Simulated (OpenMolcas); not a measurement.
## How basis sets differ on CH6B− ([BMeH3]-)

CH6B− has 8 atoms, charge -1, and is taken as a singlet. As SMILES, `[H][B-]([H])([H])C`. The coordinates come from a GFN2-xTB relaxation.

Each level gives the HOMO–LUMO gap (eV). The values are calculated.

| level | kind | program | value (eV) |
| --- | --- | --- | --- |
| HF/STO-3G | Hartree–Fock | OpenMolcas | 27.51 |
| HF/3-21G | Hartree–Fock | OpenMolcas | 17.71 |
| HF/6-31G* (RICD fitting, Cartesian functions) | Hartree–Fock | OpenMolcas | 16.85 |
| HF/def2-SVP | Hartree–Fock | OpenMolcas | 14.89 |
| HF/jul-cc-pV(D+d)Z (Cholesky decomposition) | Hartree–Fock | OpenMolcas | 9.50 |

Sets without diffuse functions describe the anion poorly. The values span 9.50 to 27.51 eV. A Hartree–Fock LUMO above zero doesn't converge with the basis: it sinks as sets grow more diffuse. Orbital gaps aren't excitation energies.

The gap narrows at every step down the table, with the largest drops on leaving the minimal basis and on reaching the jul set. Methyltrihydroborate is a saturated ion with four σ bonds at boron and no empty valence p orbital, so it has no low-lying acceptor level. In a compact basis the LUMO is forced into σ* combinations close to the nuclei, where kinetic energy and repulsion from the excess charge push it up. STO-3G exaggerates this because its valence functions cannot change their radial extent. With the jul set, the lowest virtual orbital is probably a spread-out function approximating a free electron outside the ion, not a B–H or B–C antibonding level.

The trend therefore says little about bond strength or chemical hardness, and even 9.50 eV is no measure of a valence σ–σ* separation. In the complete-basis limit the gap would reduce to the Koopmans estimate of the electron detachment energy, a property of the HOMO alone. Without separate orbital energies, the HOMO's share in the narrowing remains undetermined.
